**Student.** My path-integral run on ice Ih at 250 K uses 32 beads, and I was told the O–H stretch needs more. How can a harmonic mode, a mere Gaussian, suffer from discretisation?

**Lecturer.** Being Gaussian lets us compute the error exactly. Take one mode of mass $M$ and angular frequency $\omega$, with $\beta = 1/k_BT$. The primitive Trotter factorisation replaces $e^{-\beta H}$ by $(e^{-\beta \hat T/P}e^{-\beta \hat V/P})^P$ under the trace. The result is a ring of $P$ beads with weight $e^{-\beta U/P}$,

$$U=\sum_{j=0}^{P-1}\left[\tfrac12 M\omega_P^2(u_{j+1}-u_j)^2+\tfrac12 M\omega^2u_j^2\right],\qquad \omega_P=\frac{Pk_BT}{\hbar},\quad u_P\equiv u_0 .$$

An orthonormal Fourier transform around the ring gives modes of stiffness $M(\omega^2+\omega_k^2)$, with $\omega_k=2\omega_P\sin(\pi k/P)$ and $k=0,\dots,P-1$. Equipartition at temperature $PT$ gives each a variance $Pk_BT/[M(\omega^2+\omega_k^2)]$, and the bead variance is their mean:

$$\langle u^2\rangle_P=\frac{k_BT}{M}\sum_{k=0}^{P-1}\frac{1}{\omega^2+\omega_k^2}.$$

The exact result has the same form, with the Matsubara frequencies $\omega_n=2\pi nk_BT/\hbar$ and $n$ running over all integers: it is the harmonic Green's function at equal times.

**Student.** That is one mode. Ice has thousands, all coupled.

**Lecturer.** The springs of each atom are proportional to its mass, so in mass-weighted coordinates they are the same for every degree of freedom. Diagonalising the dynamical matrix then decouples the phonons, and each sees the same $\omega_k$.

Now count dimensions. From $M$, $\omega$, $\hbar$ and $k_BT$ you can form one pure number, $x=\beta\hbar\omega$, and $P$ is a second. With $\hbar/2M\omega$ as the unit of squared length,

$$\langle u^2\rangle_P=\frac{\hbar}{2M\omega}S_P(x),\qquad S_P(x)=\sum_{k=0}^{P-1}\frac{2x}{x^2+4P^2\sin^2(\pi k/P)},\qquad S_\infty=\coth\frac x2 .$$

The relative error depends on the mass only through $\omega$. At fixed force constant $x\propto M^{-1/2}T^{-1}$, so light atoms, stiff bonds and low temperatures are the expensive cases.

**Student.** Then I can guess the error. You keep $P$ Matsubara terms out of infinitely many. The tail $|n|>P/2$ contributes $2\cdot 2x\sum_{n>P/2}(2\pi n)^{-2}\approx 2x/(\pi^2P)$. First order in $1/P$.

**Lecturer.** That is right for a truncated Matsubara sum. With a typical stretch wavenumber of $3250\ \mathrm{cm^{-1}}$ and $k_BT/hc=173.8\ \mathrm{cm^{-1}}$, that is $k_BT=21.5$ meV, we have $x=18.70$, and your estimate is a loss of 12 % at $P=32$. But the ring does not discard the tail, it folds it back. The identity $1/\sin^2z=\sum_m (z+m\pi)^{-2}$, with $m$ over all integers, says

$$\frac{1}{\omega_k^2}=\sum_{m=-\infty}^{\infty}\frac{1}{\omega_{n}^2}\Big|_{n=k+mP},\qquad k=1,\dots,P-1 .$$

At $\omega=0$ each ring mode carries the full weight of all Matsubara terms congruent to $k$ modulo $P$. Only the nonzero multiples of $P$ are lost, and their weight is $1/P^2$ of the total over $n\neq0$. The identity also fixes the sign. A term $1/(\omega^2+\omega_k^2)$ is $f(t)=t/(1+\omega^2t)$ at $t=1/\omega_k^2$. This $f$ is concave with $f(0)=0$, hence subadditive, so each ring term is at most the sum of the exact terms it replaces. Therefore $S_P<S_\infty$ for all $x$ and $P$.

**Student.** A bound is nice. Is there a closed form?

**Lecturer.** Define $y=x/2P=\omega/2\omega_P$ and $\sinh(\theta/2)=y$. The denominator becomes $2P^2(\cosh\theta-\cos\phi_k)$ with $\phi_k=2\pi k/P$. Insert

$$\frac{\sinh\theta}{\cosh\theta-\cos\phi}=\sum_{m=-\infty}^{\infty}e^{-|m|\theta}e^{im\phi}.$$

The sum over $k$ keeps only multiples of $P$ and yields $P\coth(P\theta/2)$. With $\sinh\theta=2y\sqrt{1+y^2}$,

$$S_P(x)=\frac{\coth\left[P\,\mathrm{arsinh}\,y\right]}{\sqrt{1+y^2}} .$$

The same steps with a factor $\cos j\phi_k$ give the Green's function at imaginary time $\tau_j=j\beta\hbar/P$, $0\le j\le P$:

$$\langle u_0u_j\rangle_P=\frac{\hbar}{2M\omega\sqrt{1+y^2}}\,\frac{\cosh[(P/2-j)\theta]}{\sinh(P\theta/2)} .$$

This is the exact form with two changes. The decay rate is $\omega_{\rm eff}=\theta\omega_P=\omega\,\mathrm{arsinh}(y)/y$, and the amplitude is divided by $\sqrt{1+y^2}$. For $P=1$, $\coth(\mathrm{arsinh}\,y)=\sqrt{1+y^2}/y$, so $S_1=2/x$, the classical $k_BT/M\omega^2$.

**Student.** I have seen the rule that the relative error is $-(x/P)^2/8$. Where does it sit in this?

**Lecturer.** It needs two separate conditions. The first is $P\theta\gg1$, which sets the $\coth$ to one with a remainder $2e^{-P\theta}$ and leaves $\langle u^2\rangle_P=(\hbar/2M\omega)(1+y^2)^{-1/2}$. For your stretch the remainder is $2.4\times10^{-7}$ even at $P=8$. The second is $y\ll1$, where

$$(1+y^2)^{-1/2}-1=-\frac{y^2}{2}+\frac{3y^4}{8}-\dots,\qquad \frac{y^2}{2}=\frac{x^2}{8P^2}.$$

The series converges only for $y<1$, and its first term overstates the error. Now go through the regimes.

Large $P$ at any fixed $x$: $P\,\mathrm{arsinh}\,y= x/2-x^3/48P^2+\dots$ and $d\ln\coth z/dz=-2/\sinh2z$, so

$$\frac{S_P}{S_\infty}-1\simeq-\frac{x^2}{8P^2}\left[1-\frac{x}{3\sinh x}\right].$$

The bracket runs from $2/3$ at small $x$ to 1 at large $x$.

Small $x$ at any $P$: since $\sum_{k=1}^{P-1}\sin^{-2}(\pi k/P)=(P^2-1)/3$,

$$S_P\simeq\frac2x\left[1+\frac{x^2}{12}\left(1-\frac1{P^2}\right)\right].$$

The ring recovers the fraction $1-1/P^2$ of the first quantum correction, as the folding argument said. The absolute error is $-\beta\hbar^2/12MP^2$, independent of $\omega$.

Large $x$ at fixed $P\ge2$: expand in $\omega_k^2/\omega^2$, using that $\sin^2(\pi k/P)$ averages to $1/2$:

$$S_P\simeq\frac{2P}{x}\left[1-\frac{2P^2}{x^2}\right],\qquad \langle u^2\rangle_P\to\frac{Pk_BT}{M\omega^2}.$$

**Student.** That goes to zero as $T\to0$. You have lost the zero-point motion, which cannot be right.

**Lecturer.** It is right for the discretised model. The spring frequency $\omega_P$ falls with $T$, the beads decouple, and you hold $P$ classical oscillators at temperature $PT$. The limits $T\to0$ and $P\to\infty$ do not commute. So there are two crossovers. The physical one, where the classical $2/x$ meets the zero-point value 1, is $x=2$, or $T=\hbar\omega/2k_B=2338$ K for the stretch. The artificial one, where $2P/x$ meets 1, is $y=1$. At 250 K it lies at $P=9.35$, and for 32 beads it lies at $T=73$ K. A zero-point plateau appears only in the window $2\ll x\ll2P$, a temperature range of a factor $P$.

**Student.** Fine for $\langle u^2\rangle$. I mostly care about energies.

**Lecturer.** The normalised Gaussian integral gives $Z_P=\prod_k\omega_P/\sqrt{\omega^2+\omega_k^2}$. With $\prod_k2(\cosh\theta-\cos\phi_k)=4\sinh^2(P\theta/2)$ this is

$$Z_P=\frac{1}{2\sinh[P\,\mathrm{arsinh}\,y]}.$$

Differentiating at fixed $P$, $E_P=-\partial_\beta\ln Z_P=\tfrac12\hbar\omega\,S_P=M\omega^2\langle u^2\rangle_P$. Potential and kinetic energy are each half of it, so they share the relative error of $\langle u^2\rangle$. The free energy is better off. For $P\theta\gg1$, $F_P=Pk_BT\,\mathrm{arsinh}\,y\simeq\tfrac12\hbar\omega\,(1-y^2/6)$, a third of the relative error of $E_P$. The heat capacity is worse off. With $z=P\,\mathrm{arsinh}\,y$,

$$\frac{C_P}{k_B}=\frac{x^2}{4(1+y^2)\sinh^2z}+\frac{x\,y^2\coth z}{2(1+y^2)^{3/2}} .$$

The first term tends to the exact $x^2/[4\sinh^2(x/2)]$. The second is spurious. It is $x^3/8P^2$ for large $x$ and small $y$, and it tends to $P$ as $T\to0$.

For numbers, treat the stretch as a local oscillator with the O–H reduced mass, 0.948 u from 16.00 u and 1.008 u. Then $\hbar/2M\omega=5.47\times10^{-3}$ Å$^2$, an rms amplitude of 0.074 Å against 0.024 Å classically. The zero-point energy is $1625\ \mathrm{cm^{-1}}$, or 201.5 meV. These are the model's values for the bond coordinate alone, not the total displacement of the proton.

| $P$ | $y$ | $S_P/S_\infty-1$ (%) | $-y^2/2$ (%) | $E_\infty-E_P$ (meV) | $C_P/k_B$ |
|---|---|---|---|---|---|
| 1 | 9.35 | $-89.3$ | – | 180 | 1.00 |
| 4 | 2.34 | $-60.7$ | – | 122 | 3.11 |
| 8 | 1.17 | $-35.0$ | $-68.3$ | 70.5 | 3.51 |
| 16 | 0.58 | $-13.7$ | $-17.1$ | 27.5 | 2.06 |
| 32 | 0.29 | $-4.0$ | $-4.3$ | 8.1 | 0.71 |
| 64 | 0.146 | $-1.05$ | $-1.07$ | 2.1 | 0.19 |
| 128 | 0.073 | $-0.27$ | $-0.27$ | 0.54 | 0.050 |

At $P=32$ the free energy is low by 1.37 %, or 2.8 meV, and $\omega_{\rm eff}$ corresponds to $3205\ \mathrm{cm^{-1}}$.

**Student.** The last column rises before it falls. A few beads are worse than one?

**Lecturer.** For this observable, yes. The exact value is $2.6\times10^{-6}$, since the mode is frozen, and the classical value is 1. The factor $y^2(1+y^2)^{-3/2}$ peaks at $y=\sqrt2$, here $P\approx6.6$, where $C_P\approx x/3\sqrt3=3.6$ in units of $k_B$. Each added bead first brings a nearly classical degree of freedom. At $P=32$ the two stretches of a molecule still add a spurious $1.4\,k_B$, on a scale where the classical total for three atoms is $9k_B$. Pushing the term below $0.01\,k_B$ per mode needs $P\approx\sqrt{x^3/0.08}=286$. The absolute requirement scales as $x^{3/2}$, not as $x$.

**Student.** So "P well above $\hbar\omega_{\max}/k_BT$" is too vague. What factor?

**Lecturer.** At $P=x$ you have $y=1/2$ and lose 10.6 %. For a small tolerance $\epsilon$, $P\simeq x/\sqrt{8\epsilon}$, which is $3.54\,x$ for 1 %. Without expanding, $(1+y^2)^{-1/2}=0.99$ gives $y=0.1425$ and $P=65.6$, so 66 beads at 250 K. At 100 K the same condition gives 164.1, as $P\propto1/T$.

The highest frequency sets the cost. Take typical wavenumbers of 200, 800 and $1650\ \mathrm{cm^{-1}}$ for translation, libration and bend. Then $x=1.15$, $4.60$ and $9.50$, and the errors in $S$ at $P=32$ are $-0.012$ %, $-0.25$ % and $-1.1$ %. For $x\gg1$ and small $y$ the absolute error in $\langle u^2\rangle$ grows as $\omega$, while that in the energy, $-(\hbar\omega)^3\beta^2/16P^2$, grows as $\omega^3$. Per molecule the two stretches miss 16.2 meV and the bend 1.1 meV. Soft modes weigh most in a total mean-square displacement, so it converges sooner than the kinetic energy.

**Student.** If the error is a clean $1/P^2$, I can extrapolate.

**Lecturer.** The closed form is even in $1/P$, so Richardson extrapolation removes the leading term. From 32 and 64 beads, $(4S_{64}-S_{32})/3$ is off by $-0.06$ %, the remainder starting at $-3y^4/32$ with $y$ taken at $P=32$. It requires $y<1$ for both runs, and it amplifies the statistical noise.

**Student.** One last objection. The O–H bond in ice is anharmonic. Is a 4 % harmonic error even worth discussing?

**Lecturer.** The two effects are of the same size, so neither can be ignored. For a Morse oscillator $E_n/hc=\omega_e(n+\frac12)-\omega_ex_e(n+\frac12)^2$. Take an approximate $\omega_ex_e=100\ \mathrm{cm^{-1}}$ and read $3250\ \mathrm{cm^{-1}}$ as the fundamental. Then $\omega_e=3450\ \mathrm{cm^{-1}}$ and the zero-point energy is $1700\ \mathrm{cm^{-1}}$, above the harmonic model's by $75\ \mathrm{cm^{-1}}$, or 9.3 meV. That rivals the 8.1 meV lost at 32 beads. A simulation on the real potential includes the anharmonicity itself, and its bead error comes on top. The scaling survives: the double commutator $[\hat V,[\hat T,\hat V]]=\hbar^2V'^2/M$ gives, for a smooth potential,

$$F_P-F\simeq-\frac{\beta^2\hbar^2}{24MP^2}\langle V'^2\rangle ,$$

which for $V'=M\omega^2u$ is $-k_BT\,(x^3/48P^2)\coth(x/2)$, the same as the expansion of $Z_P$. Only the prefactor shifts. As a gauge, using $\omega_e$ in the harmonic formula gives $x=19.86$, raises the leading error by 13 % and moves the 1 % threshold to 69.7. The harmonic model therefore places your 32-bead run about 4 % low in the stretch energy and amplitude squared, and asks for 66 to 70 beads to reach 1 %, the spread reflecting which frequency is fed in.